**Problem: seventeen lines from one electron jump in Sb²⁶⁺**

The table holds the longest-wavelength entries in the list of allowed lines from a relativistic CI calculation for Sb²⁶⁺. The list is not complete: the 5.1 % of the decay of 4Go11/2 that is missing from it must go to ²H levels of 3d⁷, at longer wavelengths still. In each row a 3d electron drops into a 3p vacancy and an electric-dipole (E1) photon leaves. A label such as 4Go11/2 means ⁴G°₁₁/₂: spin multiplicity, orbital term, odd parity (o) and total angular momentum J. "Line einstein a" is the spontaneous rate A, and "line branching" is the share of all decays of the upper level that this line takes. The questions follow the two decays of 3p⁵3d⁸ 4Go11/2, and later the pair from 2Fo7/2.

E1 lines of Sb26+ (closed core [Ne] 3s2) from radial Dirac CI 1: CI over 3p6 3d7, 3p5 3d8 and 3p4 3d9 with Dirac orbitals from exchange-only KLI potentials, optimised for each configuration, with zero-frequency Breit and model QED terms. Vacuum wavelengths and length-gauge rates use computed energies; branching counts E1, M1, E2 and M2 decays within these configurations.

| line upper | line lower | line type | line wavelength (nm) | line einstein a (s⁻¹) | line branching (%) |
| --- | --- | --- | --- | --- | --- |
| 3p5 3d8 4Go11/2 | 3p6 3d7 2G9/2 | E1 | 6.3968 | 5265000000 | 11.1 |
| 3p5 3d8 2Do5/2 | 3p6 3d7 4F3/2 | E1 | 6.1092 | 8950000000 | 6.0 |
| 3p5 3d8 4Go9/2 | 3p6 3d7 2G9/2 | E1 | 6.0239 | 1.437e+10 | 5.5 |
| 3p4 3d9 2F5/2 | 3p5 3d8 2Fo5/2 | E1 | 6.0161 | 1.388e+11 | 13.2 |
| 3p5 3d8 2Fo7/2 | 3p6 3d7 4F7/2 | E1 | 5.9590 | 1059000000 | 1.2 |
| 3p5 3d8 2Fo7/2 | 3p6 3d7 4F5/2 | E1 | 5.9587 | 5.943e+10 | 65.5 |
| 3p5 3d8 2Do5/2 | 3p6 3d7 4F7/2 | E1 | 5.9556 | 183700000 | 0.1 |
| 3p5 3d8 2Do5/2 | 3p6 3d7 4F5/2 | E1 | 5.9552 | 890200000 | 0.6 |
| 3p4 3d9 2G9/2 | 3p5 3d8 2Go9/2 | E1 | 5.9482 | 1.012e+11 | 7.8 |
| 3p5 3d8 4Go11/2 | 3p6 3d7 4F9/2 | E1 | 5.9427 | 3.975e+10 | 83.8 |
| 3p5 3d8 2Do5/2 | 3p6 3d7 2P3/2 | E1 | 5.9258 | 1.284e+11 | 85.8 |
| 3p4 3d9 2P3/2 | 3p5 3d8 2Do3/2 | E1 | 5.9142 | 1.824e+11 | 15.7 |
| 3p4 3d9 4D5/2 | 3p5 3d8 2Fo7/2 | E1 | 5.8830 | 1.395e+11 | 13.3 |
| 3p5 3d8 2Go9/2 | 3p6 3d7 2G9/2 | E1 | 5.8730 | 6.485e+10 | 20.1 |
| 3p4 3d9 2F7/2 | 3p5 3d8 4Do7/2 | E1 | 5.8677 | 1.275e+11 | 16.4 |
| 3p5 3d8 4Go9/2 | 3p6 3d7 4F7/2 | E1 | 5.8509 | 691100000 | 0.3 |
| 3p4 3d9 4D7/2 | 3p5 3d8 4Do7/2 | E1 | 5.8474 | 2.108e+11 | 17.4 |

**(a) Do the wavelengths account for the differences in rate?**

*Solution.* The E1 rate is A = 4αω³a₀²S/(3c²g). Here ω = 2πc/λ, α is the fine-structure constant, a₀ the Bohr radius, g = 2J + 1 for the upper level, and S the line strength, the squared dipole matrix element in atomic units. If S/g were the same for all lines, A would follow λ⁻³, which changes by a factor 1.31 across the table. The rates span a factor 1148, so the numbers show that nearly all the variation sits in S.

For 4Go11/2 → 4F9/2, with λ = 5.9427 nm, A = 3.975 × 10¹⁰ s⁻¹ and g = 12, the formula solved for S gives

S = 3c²gA/(4αω³a₀²) = 0.0494

The second decay of the same level, to 2G9/2, is 7.55 times slower. The factor (5.9427/6.3968)³ = 0.802 turns this into a ratio of strengths of 6.05, the number that parts (d) and (e) have to explain.

**(b) Why does 4Go11/2 → 4F9/2 have a branching of 83.8 % while the faster line 2Go9/2 → 2G9/2 has 20.1 %?**

*Solution.* Branching is A divided by the sum of all rates out of the upper level, that is A times the lifetime. A level with one open channel gives 100 % however slow the line, and a level with many fast channels gives small shares even to fast lines. Branching divided by A yields 21.1 ps for 4Go11/2 and 3.10 ps for 2Go9/2. These agree with the lifetimes of the same calculation, which is book-keeping and no test of the physics. A large branching therefore marks a level with few good exits. Only decays among the three configurations of the calculation are counted in it, and two-photon decay is left out. The list of configurations was cut to a size budget, so lower levels can be missing, and any decay to them would reduce the shares given here.

**(c) Why is 4Go11/2 so long-lived?**

*Solution.* One limit is the average level of the configuration. With R the radial integral of r between 3p and 3d, the strength summed over all 6 × 10 pairs of p and d states is 4R². A configuration with N electrons in 3d and h vacancies in 3p has N·h open pairs, so the mean of ΣS/g is 4R²·N·h/60. This is 0.53 R² for 3p⁵3d⁸ and 1.2 R² for 3p⁴3d⁹, a ratio of 2.25 that needs no radial function.

A hydrogen-like R = (9/2)√5/Z_s, with a screened charge Z_s of about 35, puts the mean rates at roughly 4 × 10¹¹ and 10¹² s⁻¹, good to an order of magnitude. The six 3p⁴3d⁹ rows have total rates from 7.8 × 10¹¹ to 1.3 × 10¹² s⁻¹, in line with that average. The closed 3s² shell keeps 3s3p⁶3d⁸ from mixing into these levels, and its effect on them is untested. The level 4Go11/2 decays at about a tenth of this rough mean for its own configuration.

The other limit is a fully aligned state, and J = 11/2 at the bottom of 3p⁵3d⁸ is one. In jj coupling, with spin-orbit-split orbitals, it is argued to be a 3p₃/₂ vacancy, a full 3d₃/₂ shell and four 3d₅/₂ electrons coupled to J = 4. In the sublevel M = 11/2 the empty p state has m = −3/2, and the empty d₅/₂ states have m = −5/2 and −3/2. A dipole jump into m = −3/2 can start from d₅/₂ states with m = −5/2, −3/2 or −1/2, with relative weights 1, 2/5 and 1/10. The first two are the empty ones, so only the weakest of these sources is left. The full 3d₃/₂ shell can also feed the vacancy, through the weaker p₃/₂–d₃/₂ coupling that part (e) takes up.

The p₃/₂–d₅/₂ strength is (12/5) R² shared over six d states, 0.40 R² each at weight 1. The surviving d₅/₂ channel thus has S/g = 0.040 R², or S = 12 × 0.040 R² = 0.480 R². With R² between 0.063 and 0.105 (Z_s from 40 to 31) that is 0.03 to 0.05, the size found in (a).

Exchange offers a reason, argued here and not computed, why such a level lies low. The exchange energy between a p vacancy and a d vacancy contains the same squared dipole-type angular factor, and it lowers the level most when the empty d states are those best coupled to the empty p state. The levels most blocked from decaying are therefore pulled down. The five 3p⁵3d⁸ upper levels in the table agree with this, their lifetimes falling from 21 to 3.1 ps in order of rising energy, although the next levels of the calculation do not continue strictly in order.

**(d) The line 4Go11/2 → 2G9/2 goes from a quartet to a doublet. Estimate its rate from the LS limit.**

*Solution.* The dipole operator does not act on spin, so in pure LS coupling this rate is zero and the ratio of strengths is infinite. The labels name only the leading component. The calculation gives the upper level a quartet G weight of 98 %, while the three J = 9/2 levels of 3d⁷, labelled 4F, 2G and 2H, have leading weights of 80, 54 and 70 %. A pure ⁴G°₁₁/₂ can reach 3d⁷ only through ⁴F₉/₂, the one quartet with so high a J. Each lower level then receives strength in proportion to its ⁴F share.

Let x be the ⁴F percentage in the level labelled 2G9/2, and let the three terms and the three levels each add up to 100, which neglects any admixture of 3p⁴3d⁹. The lowest level holds 80 of the ⁴F, so x ≤ 20. The 2G level holds 100 − 54 − x of ²H, and with the 70 in the third level this sum may not pass 100, so x ≥ 16. The ratio of strengths 80/x lies between 4 and 5.

The rate follows from the strong line, with nothing fitted:

A = 3.975 × 10¹⁰ × (x/80) × 0.802 = 6.4 × 10⁹ (x = 16) to 8.0 × 10⁹ s⁻¹ (x = 20)

The table has 5.265 × 10⁹ s⁻¹, so the estimate is high by 21 to 51 % of the tabulated value. The tabulated ratio would need x = 13, outside the allowed range by more than the rounding of the weights. The likely cause is the remaining 2 % of the upper level, a ²H° part with amplitude √0.02 = 0.14 that couples directly to the large ²G and ²H shares. Its sign can be argued. A pure ⁴G°₁₁/₂ has a weight of 4/5 in the jj state of part (c), and the level has 89 %, so the admixture leans towards jj coupling. With that sign the doublet part works against the borrowed amplitude and weakens the line.

**(e) What does the opposite limit, pure jj coupling, give, and which limit is nearer?**

*Solution.* The lower levels can be assigned by counting. Three electrons in d₅/₂ above a full d₃/₂ shell couple only to J = 9/2, 5/2 and 3/2, which are the J values of the three lowest levels, 4F9/2, 4F5/2 and 2P3/2. The levels 4F7/2, 4F3/2 and 2G9/2 are then taken to have a d₃/₂ vacancy. This assignment is an argument from J values and energy order. On it, the strong line is a d₅/₂ → p₃/₂ jump and the weak one a d₃/₂ → p₃/₂ jump.

For a single electron these jumps have strengths 12/5 and 4/15 in units of R², or 9 to 1. The blocking of part (c) cuts the first to 0.480 R², and recoupling gives 0.233 R² for the second, a ratio of 2.06. The value 6.05 lies between this and the infinite LS value.

The purity of the levels does not tell which limit governs a rate, because amplitudes add before they are squared. The lowest level has a leading jj weight of 88 %. If the other 12 % is taken to be the second J = 9/2 state, the ratio moves from 2.06 to 0.49 or to 14.8, depending on the relative sign. A small weight of the partner thus shifts the ratio severalfold. The ⁴F share of 80 % in the lowest level, against 48 % in the pure jj state, points to the larger value. The upper level, itself only 89 % pure in jj coupling, is then expected to bring the ratio down again.

A sum rule shows where jj coupling fails for this level. The full d₃/₂ shell offers (4/15)/4 R² per sublevel, or 0.80 R² for twelve, and after the 0.233 R² above it leaves 0.567 R² for decay to J = 11/2. That would be a branch comparable with the strongest, yet the two tabulated rows already take 94.9 % of the decay. The only J = 11/2 level of 3d⁷ is a pure ²H, which an almost pure quartet hardly reaches. For this one upper level the spin rule with borrowing is the better guide.

**(f) Does either scheme sort all the lines to 3d⁷?**

*Solution.* Neither does. The pair from 2Fo7/2 has the same change of spin label and practically the same wavelength, yet the line to 4F5/2 is 56 times faster than the line to 4F7/2. The label 4F5/2 covers only 45 % of its level, so "spin-forbidden" means little there. The jj picture gives the right direction, since 4F5/2 is reached by the strong d₅/₂ jump and J = 7/2 needs a d₃/₂ vacancy. Of the 3p⁵3d⁸ upper levels in the table, the three with jj weights of 86 % or more each send over half of their decay to one level of the d₅/₂ group.

The counter-example is 2Do5/2, whose lines to 2P3/2 and 4F5/2 both belong to the d₅/₂ group and differ by a factor 144. Cancellation between components, of the kind shown in (e), is a natural guess for the weak one. The spin label fails worst for 4Go9/2: its line to 4F7/2 keeps the label, yet is 21 times slower than its line to 2G9/2, which changes it. Two group means of log₁₀(S/g) were fitted to the eleven lines ending on 3d⁷, the rows followed above included, once by spin label and once by jj jump; the printed output after this text has the details. The scatter falls only from 0.91 to 0.83 and 0.82, so a line still departs from its group mean by a typical factor of six or seven.

**(g) How should a neighbouring ion with the same 25 electrons differ?**

*Solution.* The table has one element, so this rests on scaling arguments alone. The 3p–3d gap has no change of principal quantum number and comes largely from the screening difference between the two orbitals, which grows about linearly with the screened charge. With ω³ ∝ Z_s³ and S ∝ R² ∝ Z_s⁻², a line of fixed angular make-up has A ∝ Z_s. Spin-orbit splitting grows roughly as Z_s⁴ and the electrostatic term splitting as Z_s, so a heavier ion moves towards jj coupling. The ratio of strengths from 4Go11/2 should then fall from 6 towards 2, and in a lighter ion it should rise as the borrowed ⁴F share shrinks.

**(h) Which digits can be trusted?**

*Solution.* As arithmetic, all the wavelength digits hold. For the eleven lines to 3d⁷, hc/λ matches the difference of computed level energies within 1.8 meV, and the rounding of λ alone is worth 1.7 meV. As a prediction they do not hold, because correlation beyond three configurations and the overlaps between the orbital sets are left out. Each 1 % of error in the photon energy is 0.060 nm, some 200 times the 0.0003 nm that separates the two lines from 2Fo7/2. That gap reflects 12 meV between 4F5/2 and 4F7/2, so the order of these levels, and of their lines, is not a prediction.

For rates the energy is the lesser worry, since 1 % in energy is 3 % in A. The strength matters more, and it is evaluated in the length form alone, with agreement between gauges untested. Part (e) showed how strongly a ratio responds to a small admixture, so a line such as 2Do5/2 → 4F7/2 at 1.8 × 10⁸ s⁻¹ is best read as weak, with its size uncertain. Its branching of 0.1 % carries a rounding of 50 % of itself. Two rows end on 4Do7/2, but at least three levels of the calculation bear that label, and the two rows end on different ones. Label and wavelength together therefore do not fix the energies of their upper levels.

Output of the analysis:

```
upper -> lower | E eV | S a.u. | gf | spin label | total rate A/branching 1/s (rounding %) | E - level difference meV
4Go11/2->2G9/2 | 193.822 | 0.00816 | 0.0388 | changed | 4.74e+10 (0.5) | -0.8
2Do5/2->4F3/2 | 202.947 | 0.00604 | 0.0300 | changed | 1.49e+11 (0.8) | +1.7
4Go9/2->2G9/2 | 205.820 | 0.01550 | 0.0782 | changed | 2.61e+11 (0.9) | +0.5
2F5/2->2Fo5/2 | 206.087 | 0.08950 | 0.4519 | same | 1.05e+12 (0.4) | -
2Fo7/2->4F7/2 | 208.062 | 0.00088 | 0.0045 | changed | 8.82e+10 (4.2) | +0.1
2Fo7/2->4F5/2 | 208.073 | 0.04965 | 0.2531 | changed | 9.07e+10 (0.1) | -1.4
2Do5/2->4F7/2 | 208.181 | 0.00011 | 0.0006 | changed | 1.84e+11 (50.0) | -1.1
2Do5/2->4F5/2 | 208.195 | 0.00056 | 0.0028 | changed | 1.48e+11 (8.3) | +0.9
2G9/2->2Go9/2 | 208.440 | 0.10512 | 0.5368 | same | 1.30e+12 (0.6) | -
4Go11/2->4F9/2 | 208.633 | 0.04941 | 0.2525 | same | 4.74e+10 (0.1) | +0.8
2Do5/2->2P3/2 | 209.228 | 0.07912 | 0.4056 | same | 1.50e+11 (0.1) | -1.2
2P3/2->2Do3/2 | 209.638 | 0.07449 | 0.3826 | same | 1.16e+12 (0.3) | -
4D5/2->2Fo7/2 | 210.750 | 0.08411 | 0.4343 | changed | 1.05e+12 (0.4) | -
2Go9/2->2G9/2 | 211.109 | 0.06484 | 0.3353 | same | 3.23e+11 (0.2) | +1.8
2F7/2->4Do7/2 | 211.299 | 0.10170 | 0.5265 | changed | 7.77e+11 (0.3) | -
4Go9/2->4F7/2 | 211.906 | 0.00068 | 0.0035 | same | 2.30e+11 (16.7) | -0.8
4D7/2->4Do7/2 | 212.033 | 0.16641 | 0.8645 | same | 1.21e+12 (0.3) | -
spin label changed in 9 of 17; worst energy mismatch 1.8 meV; wavelength rounding = 1.7 meV
span max/min: A 1148, S 1448, lambda^-3 1.31; scatter log10 A 0.97, log10 S/g 0.96
2Fo7/2: to 4F5/2 / to 4F7/2: A ratio 56.12, S ratio 56.11, wavelength gap 0.0003 nm = 10 meV
2Do5/2: to 2P3/2 / to 4F5/2: A ratio 144.24, S ratio 142.11, wavelength gap 0.0294 nm = 1033 meV
2Do5/2: to 4F5/2 / to 4F7/2: A ratio 4.85, S ratio 4.84, wavelength gap 0.0004 nm = 14 meV
4Go9/2: to 2G9/2 / to 4F7/2: A ratio 20.79, S ratio 22.69, wavelength gap 0.1730 nm = 6086 meV
4Go11/2: to 4F9/2 / to 2G9/2: A ratio 7.55, S ratio 6.05, wavelength gap 0.4541 nm = 14811 meV
lines to 3d7 (n=11): scatter of log10(S/g) about one mean 0.91
  same / changed spin label: n 4/7, geometric-mean ratio 5.7, scatter left 0.83, worst 4Go9/2->4F7/2 -1.51
  d5/2 / d3/2 jump (one-electron 9:1): n 4/7, geometric-mean ratio 6.3, scatter left 0.82, worst 2Do5/2->4F5/2 -1.41
4Go11/2 S ratio 4F9/2 : 2G9/2: table 6.05; LS borrowing 4.0 to 5.0 (4F share 16-20 %); table implies 13.2 %
  pure jj 2.06 (S = 0.480, 0.233 R^2); with 12 % mixing of lower levels, either sign: 0.49 or 14.8; unlisted branching 5.1 %
hydrogenic R^2(3p,3d): 0.063 to 0.105 a.u. for screened Z 40 to 31; rough mean rates (Z 35, 5.97 nm): 3p5 3d8 4.2e+11, 3p4 3d9 9.5e+11 1/s, ratio 2.25
  4Go11/2: branching/A 21.08 ps, run lifetime 21.09 ps, listed branching 94.9 %, rate / rough mean 0.11
  2Fo7/2: branching/A 11.02 ps, run lifetime 11.03 ps, listed branching 66.7 %, rate / rough mean 0.22
  2Do5/2: branching/A 6.68 ps, run lifetime 6.69 ps, listed branching 92.5 %, rate / rough mean 0.36
  4Go9/2: branching/A 3.83 ps, run lifetime 3.86 ps, listed branching 5.8 %, rate / rough mean 0.62
  2Go9/2: branching/A 3.10 ps, run lifetime 3.10 ps, listed branching 20.1 %, rate / rough mean 0.77
  3p4 3d9 total rates 7.77e+11 to 1.30e+12 1/s (lifetimes 0.77-1.29 ps), / rough mean 0.82-1.37
M1 4F7/2->4F9/2 at 142.2 nm: pure LS 1.17e+04 1/s, run total 1.02e+04, ratio 0.87; A(4Go11/2->4F9/2)/that 3.9e+06
  of which energy cubed 1.37e+04, (2/alpha)^2 7.51e+04, S/g ratio 3.77e-03
1 % energy error = 2.1 eV = 0.060 nm = 3 % in A; 4F5/2-4F7/2 gap 12 meV; two 4Do7/2 levels 4.349 eV apart
```
